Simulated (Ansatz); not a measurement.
# A series in volume scale on Al

All results are calculated (Ansatz 0.2.0). Free energy against uniform scaling of the volume at fixed shape and fractions; periodic cell, basis, potentials, k mesh and filling as listed.

The cell before it is scaled or strained (space group P6_3/mmc, No. 194):
```
cell vectors (Å)
   2.8125     0.0000     0.0000
  -1.4062     2.4357     0.0000
   0.0000     0.0000     4.8668
atoms (fractions of the cell vectors)
Al  0.66667  0.33333  0.75000
Al  0.33333  0.66667  0.25000
```

Settings of every row: functional LDA; dispersion none; potentials PAW; wave cutoff 500 eV; density cutoff 2000 eV; k mesh 12x12x6; k shift 0x0x0; occupations gaussian; smearing width 0.05 eV; spin none.

Limits: coarse k mesh, up to 40 meV an atom off; the cell comes from a prototype or a list of computed structures and needn't be the stable phase.

```
row  volume scale  V (Å³/atom)  energy above lowest point (meV/atom)  pressure (GPa)
  1          0.88       14.669                                  30.1             8.2
  2          0.92       15.336                                   6.3            3.44
  3          0.96       16.003                                     0           -0.27
  4             1        16.67                                   7.6           -3.31
  5          1.04       17.337                                     ?               ?
  6          1.08       18.003                                  53.8           -7.27
  7          1.12        18.67                                    87           -8.67
```

Question: what energy above lowest point and pressure should row 5 give?

Worked fit of energy above lowest point. Take u = (V_r/V)^(2/3) − 1 with V_r = 16.337 Å³ an atom, which is twice the finite (Eulerian) strain; such expansions in the strain, on which the Birch-Murnaghan equation of state is built, carry the rest volume and the bulk modulus. The shown rows have u = 0.07444, 0.04305, 0.01387, -0.01336, -0.06269, -0.08515. Least squares give energy above lowest point = 2.37 − 270 × u + 8579 × u² meV/atom; a straight line predicts inner rows, each left out in turn, worse (root mean square 22 against 0.69 meV/atom). The rows lie off it by 0.3, -0.3, -0.3, 0.1, 0.8, -0.6 (root mean square 0.46 meV/atom). The withheld row has u = -0.03883, so the fit gives 2.37 − 270 × (-0.03883) + 8579 × (-0.03883)² = 25.8 meV/atom.

The calculation gave 26.6 meV/atom. The fit lies 0.8 meV/atom (3 % of the value, 0.92 % of the column's range) below it; its largest miss of a shown row is 0.8 meV/atom.

Worked fit of pressure. Take u = (V_r/V)^(2/3) − 1 with V_r = 16.337 Å³ an atom, which is twice the finite (Eulerian) strain; such expansions in the strain, on which the Birch-Murnaghan equation of state is built, carry the rest volume and the bulk modulus. The shown rows have u = 0.07444, 0.04305, 0.01387, -0.01336, -0.06269, -0.08515. Least squares give pressure = −1.876 + 109.09 × u + 349.9 × u² GPa; a straight line predicts inner rows, each left out in turn, worse (root mean square 0.9 against 0.069 GPa). The rows lie off it by 0.02, -0.03, 0.03, -0.04, 0.07, -0.04 (root mean square 0.041 GPa). The withheld row has u = -0.03883, so the fit gives −1.876 + 109.09 × (-0.03883) + 349.9 × (-0.03883)² = -5.58 GPa.

The calculation gave -5.67 GPa. The fit lies 0.09 GPa (1.6 % of the value, 0.53 % of the column's range) above it; its largest miss of a shown row is 0.07 GPa.
